**Question.** I keep reading that the DΓA ladder, the dual-fermion ladder and a one-channel DMF²RG flow "are the same thing". DΓA is built from the irreducible vertex $\Gamma$, dual fermions from the full vertex $F$ and odd-looking propagators, and DMF²RG is a differential equation. In what sense do they agree, what has to be assumed, and where does it stop? I work on the simple cubic lattice at $U=10t$, so numbers there would help.

---

**Answer.** The object that agrees is the momentum-dependent vertex of one Bethe-Salpeter channel, built on the DMFT solution. All three schemes give

$$F_q=F_{\rm loc}\,[1+X_qF_{\rm loc}]^{-1},\qquad X_q=\chi^0_q-\chi^0_{\rm loc}.\tag{1}$$

The self-energies that the methods build afterwards are in general different.

## Conventions and premises

Units: $\hbar=k_B=1$, lattice constant 1, $\beta=1/T$, $q=(\mathbf q,\omega)$, $\sum_{\mathbf k}$ normalised to one, $\varepsilon_{\mathbf k}=-2t(\cos k_x+\cos k_y+\cos k_z)$.

* **P1.** An impurity model with hybridisation $\Delta_\nu$ is solved. It has $g_\nu=[i\nu+\mu-\Delta_\nu-\Sigma_\nu]^{-1}$ and full two-particle vertex $F_{\rm loc}^{\nu\nu'\omega}$.
* **P2.** Lattice lines carry the impurity self-energy: $G_{\mathbf k\nu}=[i\nu+\mu-\varepsilon_{\mathbf k}-\Sigma_\nu]^{-1}=[g_\nu^{-1}+\Delta_\nu-\varepsilon_{\mathbf k}]^{-1}$.
* **P3.** DMFT self-consistency: $\sum_{\mathbf k}G_{\mathbf k\nu}=g_\nu$.
* **P4.** One particle-hole channel is kept. In the SU(2)-symmetric phase it closes separately on $F_{d}=F_{\uparrow\uparrow}+F_{\uparrow\downarrow}$ and $F_m=F_{\uparrow\uparrow}-F_{\uparrow\downarrow}$, and I drop the index.

At fixed $q$ everything is a matrix in $(\nu,\nu')$, multiplied by plain summation. The bubbles are diagonal:

$$\chi^{0,\nu\nu'}_{q}=-T\delta_{\nu\nu'}\sum_{\mathbf k}G_{\mathbf k\nu}G_{\mathbf k+\mathbf q,\nu+\omega},\qquad \chi^{0,\nu\nu'}_{\rm loc}=-T\delta_{\nu\nu'}\,g_\nu g_{\nu+\omega}.$$

Signs are fixed by $\chi=\chi^0-\chi^0F\chi^0$ and $F=\Gamma-\Gamma\chi^0F$. At lowest order $\Gamma_{d}=+U$ and $\Gamma_m=-U$, which gives the RPA form $\chi_m=\chi^0/(1-U\chi^0)$ for the frequency-summed quantities. Where the inverses exist these definitions read $F^{-1}=\Gamma^{-1}+\chi^0$ and $\chi^{-1}=(\chi^0)^{-1}+\Gamma$.

## Step 1: the DΓA ladder, with $\Gamma$ eliminated

The impurity Bethe-Salpeter equation defines $\Gamma$:

$$(1+\Gamma\chi^0_{\rm loc})F_{\rm loc}=\Gamma.\tag{2}$$

Ladder DΓA (the method goes back to Toschi, Katanin and Held, 2007) assumes that the lattice vertex irreducible in this channel equals this local $\Gamma$. The lattice equation is $F_{kk'q}=\Gamma+T\sum_{\nu_1}\sum_{\mathbf k_1}\Gamma\,G_{k_1}G_{k_1+q}F_{k_1k'q}$. The right side does not depend on $\mathbf k$, and since the inhomogeneity does not depend on $\mathbf k'$, neither does the solution. The sum over $\mathbf k_1$ then acts on $GG$ alone:

$$(1+\Gamma\chi^0_q)F_q=\Gamma.\tag{3}$$

This is also the equation from which DMFT obtains lattice susceptibilities, so $F_q$ is the DMFT lattice vertex of the channel.

With inverses, (2) and (3) read $F_{\rm loc}^{-1}=\Gamma^{-1}+\chi^0_{\rm loc}$ and $F_q^{-1}=\Gamma^{-1}+\chi^0_q$, and subtraction gives

$$F_q^{-1}=F_{\rm loc}^{-1}+\chi^0_q-\chi^0_{\rm loc}.\tag{4}$$

Nothing guarantees that $F_{\rm loc}$ or $\Gamma$ is invertible, so here is the same step without inverses. By (2),

$$(1+\Gamma\chi^0_{\rm loc})(1-F_{\rm loc}\chi^0_{\rm loc})=1+\Gamma\chi^0_{\rm loc}-\Gamma\chi^0_{\rm loc}=1 .$$

For square matrices a right inverse is also a left inverse, so $L=1-F_{\rm loc}\chi^0_{\rm loc}$ obeys $L(1+\Gamma\chi^0_{\rm loc})=1$, and then (2) gives $L\Gamma=F_{\rm loc}$. Write (3) as $(1+\Gamma\chi^0_{\rm loc})F_q+\Gamma X_qF_q=\Gamma$ and multiply by $L$ from the left:

$$F_q=F_{\rm loc}-F_{\rm loc}X_qF_q.\tag{5}$$

The solution is $(1+F_{\rm loc}X_q)^{-1}F_{\rm loc}$. It equals (1) because $F_{\rm loc}(1+X_qF_{\rm loc})=(1+F_{\rm loc}X_q)F_{\rm loc}$. Where $\chi_{\rm loc}$ has a zero eigenvalue, $\Gamma=\chi_{\rm loc}^{-1}-(\chi^0_{\rm loc})^{-1}$ diverges while $F_{\rm loc}$ stays finite. Equation (5) is regular there and continues (3) through such points. P3 was not used.

## Step 2: the dual ladder

Split the lattice action as $S=\sum_iS_{\rm imp}[c_i]-\sum_kD_k\,c^*_kc_k$ with $D_k=\Delta_\nu-\varepsilon_{\mathbf k}$. The Grassmann identity $\int e^{-f^*Af+\eta^*f+f^*\eta}=A\,e^{\eta^*A^{-1}\eta}$, with $\eta=-g^{-1}c$, $\eta^*=-g^{-1}c^*$ and $A=g^{-1}D^{-1}g^{-1}$, gives

$$e^{D\,c^*c}\propto\int df^*df\;e^{-f^*g^{-1}D^{-1}g^{-1}f-g^{-1}(c^*f+f^*c)} .$$

This is the transformation of Rubtsov, Katsnelson and Lichtenstein (2008). The coupling to $c$ is local, so $c$ is integrated out site by site, with $-g^{-1}f$ as a source in the generating function of connected impurity correlators.

*Quadratic term.* The same identity with $A=-g^{-1}$ (since $\langle cc^*\rangle_{\rm imp}=-g$) gives $e^{-f^*g^{-1}f}$. Writing the total as $e^{+f^*\tilde G_0^{-1}f}$,

$$\tilde G_{0,k}=-\left[g^{-1}D^{-1}g^{-1}+g^{-1}\right]^{-1}=-\frac{g^2D_k}{1+gD_k}=\frac{g}{1+gD_k}-g=G_k-g_\nu.\tag{6}$$

*Quartic term.* It is the connected four-point function with a factor $g^{-1}$ on each leg, that is the amputated vertex $F_{\rm loc}$. It enters the dual action as a bare interaction does, with the same sign, because at lowest order in $U$ the amputated function is the bare interaction. Three-particle and higher vertices are dropped.

*Ladder.* With $F_{\rm loc}$ as rung and bare dual lines, the argument that led to (3) gives

$$\tilde F_q=F_{\rm loc}-F_{\rm loc}\tilde\chi^0_q\tilde F_q,\qquad \tilde\chi^0_q=-T\delta_{\nu\nu'}\sum_{\mathbf k}\tilde G_{0,k}\tilde G_{0,k+q}.$$

Insert (6), with $g'=g_{\nu+\omega}$ and $G_{\rm loc}=\sum_{\mathbf k}G_{\mathbf k}$:

$$\sum_{\mathbf k}(G_k-g)(G_{k+q}-g')=\Big[\sum_{\mathbf k}G_kG_{k+q}-gg'\Big]-g\,(G'_{\rm loc}-g')-(G_{\rm loc}-g)\,g'.\tag{7}$$

P3 removes the last two terms, so $\tilde\chi^0_q=X_q$ and the dual ladder is (5).

*Back to real fermions.* At fixed $c$ the field $f$ is Gaussian with mean $-A^{-1}g^{-1}c=-gDc$ and a covariance independent of $c$. The connected four-point function of $f$ is therefore that of $c$ times $-gD$ per leg. A bare dual leg converts into $\tilde G_0/(-gD)=g/(1+gD)=G_k$, the DMFT line. The amputated vertices thus coincide: $\tilde F_q=F_q$.

## Step 3: the single-channel DMF²RG flow

DMF²RG (Taranto and co-workers, 2014) deforms the bare propagator from that of the impurity to that of the lattice, starting from $\Sigma_\nu$ and $F_{\rm loc}$. I let $\Lambda$ run from 0 (impurity) to 1 (lattice). One choice is

$$G^\Lambda_k=[i\nu+\mu-\Lambda\varepsilon_{\mathbf k}-(1-\Lambda)\Delta_\nu-\Sigma_\nu]^{-1},\tag{8}$$

so $\chi^{0,\Lambda=0}_q=\chi^0_{\rm loc}$ and $\chi^{0,\Lambda=1}_q=\chi^0_q$.

The exact flow of the two-particle vertex contains three terms quadratic in $F$ (particle-hole, crossed particle-hole, particle-particle) and one with the three-particle vertex. Each quadratic term contains $SG+GS$, with the single-scale propagator $S=\partial_\Lambda G^\Lambda|_{\Sigma}$. Make two truncations: keep the particle-hole term only, and freeze $\Sigma$. Then $S=dG^\Lambda/d\Lambda$ and $SG+GS=d(GG)/d\Lambda$ is a total derivative. The initial vertex has no $\mathbf k,\mathbf k'$ dependence and the retained term creates none, so the internal momentum sum again acts on the lines only:

$$\frac{dF^\Lambda_q}{d\Lambda}=-F^\Lambda_q\,\frac{d\chi^{0,\Lambda}_q}{d\Lambda}\,F^\Lambda_q,\qquad F^{0}_q=F_{\rm loc}.\tag{9}$$

Sign and factor follow from second-order perturbation theory, where the channel contributes $-\Gamma\chi^0\Gamma$.

Let $X^\Lambda=\chi^{0,\Lambda}_q-\chi^0_{\rm loc}$ and try $F^\Lambda=F_{\rm loc}M^{-1}$ with $M=1+X^\Lambda F_{\rm loc}$. From $dM^{-1}=-M^{-1}(dM)M^{-1}$,

$$\dot F^\Lambda=-F_{\rm loc}M^{-1}\,\dot X^\Lambda\,F_{\rm loc}M^{-1}=-F^\Lambda\dot X^\Lambda F^\Lambda .$$

The initial condition holds because $X^0=0$. In a finite frequency box the right side of (9) is polynomial in $F$, so the solution is unique as long as it stays finite, that is while $\det M\neq0$. At $\Lambda=1$ it is (1). With inverses, (9) says $d(F^{-1})/d\Lambda=d\chi^0/d\Lambda$, which integrates to (4). Only the end points enter, so any interpolation gives the same result if it meets no zero of $\det M$. P3 was not needed here either.

## Range of validity

1. **One channel.** The particle-particle ladder obeys the same algebra with its own bubble. The crossing-symmetric ladder vertex $F_{ph}+F_{\overline{ph}}-F_{\rm loc}$ is assembled afterwards from solutions of (1). A flow with coupled channels, or a parquet scheme, makes $\Gamma$ non-local and leaves (1).
2. **DMFT lines.** Dressed dual lines, an outer loop that updates $\Delta$, a flowing $\Sigma^\Lambda$, or the Moriya $\lambda$ shift of the DΓA susceptibility each change the result.
3. **Self-consistency** is needed for the dual leg of the proof only. Without it the extra terms of (7) survive, of first order in $G_{\rm loc}-g$.
4. **Self-energies differ.** DΓA inserts the vertex into the equation of motion, dual fermions use $\Sigma_k=\Sigma_\nu+\tilde\Sigma_k/(1+g\tilde\Sigma_k)$, and the flow integrates its own equation for $\Sigma$.
5. **No pole.** $\det(1+X_qF_{\rm loc})=0$ marks the DMFT ordering instability, for the half-filled Hubbard model the DMFT Néel temperature. A simple zero in $T$ gives $\chi\propto(T-T_N)^{-1}$, a mean-field law, in all three schemes. The flow can also meet a pole at $\Lambda<1$ if its path overshoots.
6. **Frequency box.** The identities hold exactly in any common box. For large $|\nu|$, (6) gives $\tilde G_0\simeq g^2(\varepsilon_{\mathbf k}-\Delta)$, so $X_q\simeq-Tg^2g'^2\,2t^2\sum_\alpha\cos q_\alpha$ falls as $\nu^{-4}$, against $\nu^{-2}$ for each bubble.

## Numbers: simple cubic lattice, $U=10t$

The Hubbard $F_{\rm loc}$ is a full matrix that needs a numerical impurity solver. To have numbers that can be checked by hand, switch off the hopping of one spin species. This is the Falicov-Kimball model, $H=\sum_{\mathbf k}\varepsilon_{\mathbf k}c^\dagger_{\mathbf k}c_{\mathbf k}+U\sum_i(n^c_i-\tfrac12)(n^f_i-\tfrac12)$, at half filling ($\mu=0$). The numbers below are this model's and are not estimates for the Hubbard model.

**Impurity.** $n^f$ is conserved, so the impurity is an equal mixture of two free problems $g_\pm=1/(z\mp u)$, with $z=i\nu-\Delta_\nu$ and $u=U/2$. Hence $g=z/(z^2-u^2)$ and $\Sigma=z-g^{-1}=u^2/z$. For $\omega\ne0$ Wick's theorem in each sector gives $\chi_{\rm loc}=-T\delta_{\nu\nu'}\tfrac12(g_+g'_++g_-g'_-)$. All matrices are diagonal, so set $\chi^0=Tb$, $F=\beta f$, $\Gamma=\beta\gamma$. The connected part is $\tfrac12(g_+g'_++g_-g'_-)-gg'=\tfrac14(g_+-g_-)(g'_+-g'_-)=u^2/[(z^2-u^2)(z'^2-u^2)]$. Dividing by $g^2g'^2$, and using $\gamma^{-1}=f_{\rm loc}^{-1}+gg'$,

$$f_{\rm loc}=u^2\frac{(z^2-u^2)(z'^2-u^2)}{z^2z'^2},\qquad \gamma=u^2\frac{(z^2-u^2)(z'^2-u^2)}{zz'(zz'+u^2)}=\frac{\Sigma-\Sigma'}{g-g'} .$$

**Self-consistency.** For a positive frequency $\nu$ write $z=iy$, $\Delta=-i\delta$, $\Sigma=-i\sigma$, $g=-i\bar g$, $a=\nu+\sigma$. Then $y=\nu+\delta$, $\sigma=u^2/y$, $\bar g=y/(y^2+u^2)$. Since $\sum_{\mathbf k}e^{i\varepsilon_{\mathbf k}s}=J_0(2ts)^3$, P3 reads

$$\bar g=\sum_{\mathbf k}\frac{a}{a^2+\varepsilon_{\mathbf k}^2}=\int_0^\infty ds\,e^{-as}J_0(2ts)^3\equiv\mathcal G(a).$$

For large $a$, $\delta=1/\mathcal G-a\simeq6t^2/a$, so as $\nu\to0$ there is a solution $y\simeq\nu/(1-6t^2/u^2)$, with $\sigma\propto1/\nu$, if $U>2\sqrt6\,t=4.90\,t$. At $U=10t$ the model is a Mott-type insulator. For any two positive frequencies $yy'$ then runs from 0 to $\infty$ as $T$ rises and crosses $u^2$. There $zz'+u^2=0$ and $\gamma$ diverges, while $f_{\rm loc}$ is finite.

Take $T=0.5t$. This is above the leading strong-coupling estimate of the checkerboard ordering temperature: unlike neighbours gain $t^2/U$, an Ising coupling $t^2/2U$, whose mean-field $T_c$ is $3t^2/U=0.3t$. Take the pair of lines at $\pm i\pi T$, so $\nu=1.5708\,t$ and $|\omega|=2\pi T$. Solving for $y$, with $t=1$ and unrounded values carried onward:

$$y=1.97531,\quad\delta=0.40452,\quad\sigma=12.6562,\quad a=14.2270,\quad\bar g=0.0683456 .$$

With $z'=-z$: $\gamma=\sigma/\bar g=185.18$, $\gamma^{-1}=5.40016\times10^{-3}$, and $f_{\rm loc}=u^2(y^2+u^2)^2/y^4$.

**Bubbles.** Along the path (8) the lines are $1/(\pm iA-\Lambda\varepsilon)$ with $A=a+(1-\Lambda)\delta$. Using $\varepsilon_{\mathbf k+\mathbf Q}=-\varepsilon_{\mathbf k}$ for $\mathbf Q=(\pi,\pi,\pi)$,

$$b^\Lambda_{\mathbf 0}=-\sum_{\mathbf k}\frac1{A^2+\Lambda^2\varepsilon_{\mathbf k}^2}=-\frac1A\int_0^\infty\!ds\,e^{-As}J_0(2\Lambda s)^3,$$

$$b^\Lambda_{\mathbf Q}=\sum_{\mathbf k}\frac1{(iA-\Lambda\varepsilon_{\mathbf k})^2}=-\int_0^\infty\!ds\,s\,e^{-As}J_0(2\Lambda s)^3 .$$

At $\Lambda=0$ both equal $b_{\rm loc}=-\bar g^2$, because $a+\delta=1/\bar g$.

| $\Lambda$, $\mathbf q$ | $10^3\,b\,t^2$ | $10^3\,t^2/f$ | $f/t^2$ |
|---|---|---|---|
| 0, any | $-4.67112$ | $0.72904$ | $1372$ |
| 1/2, $\mathbf 0$ | $-4.76899$ | $0.63117$ | $1584$ |
| 1, $\mathbf 0$ | $-4.80393$ | $0.59623$ | $1677$ |
| 1/2, $\mathbf Q$ | $-4.70219$ | $0.69797$ | $1433$ |
| 1, $\mathbf Q$ | $-4.54870$ | $0.85146$ | $1174$ |

In units of $10^{-3}/t^2$ the routes read as follows.

* DΓA, $\gamma^{-1}+b_q$: $5.40016-4.80393=0.59623$ at $\mathbf 0$ and $5.40016-4.54870=0.85146$ at $\mathbf Q$.
* Dual, $f_{\rm loc}^{-1}+\tilde b_q$: the dual bubbles are $-0.13281$ and $+0.12242$, and adding $0.72904$ gives the same two numbers. The leading estimate of point 6, $\mp6t^2\bar g^4=\mp0.1309$, has the right sign and size.
* Flow: $1/f^\Lambda=\gamma^{-1}+b^\Lambda$ throughout. No pole is met, since $|b^\Lambda|\le1/a^2=4.94052<5.40016$. Intermediate values belong to the path and have no physical meaning. At $\Lambda=1/2$ the local Green's function has modulus $0.06881/t$, which is $0.7\%$ above $\bar g$, and $f_{\mathbf Q}$ rises before it falls.

An independent test is available at $\mathbf q=0$. For any frozen $f$ configuration the resolvent identity gives $\sum_jG_{ij}(\zeta)G_{ji}(\zeta')=[G_{ii}(\zeta)-G_{ii}(\zeta')]/(\zeta'-\zeta)$. With $\zeta=i\nu=-\zeta'$ this requires $\chi_{\mathbf 0}/T=-\bar g/\nu$. The ladder gives $(\chi_{\mathbf 0}/T)^{-1}=b_{\mathbf 0}^{-1}+\gamma=-a/\bar g+\sigma/\bar g=-\nu/\bar g$, as required. Numerically $b_{\mathbf 0}-b_{\mathbf 0}^2f_{\mathbf 0}=-0.043510/t^2$, larger than the bare bubble by the factor $a/\nu=9.06$, so the test is sensitive to the sign and size of the vertex term.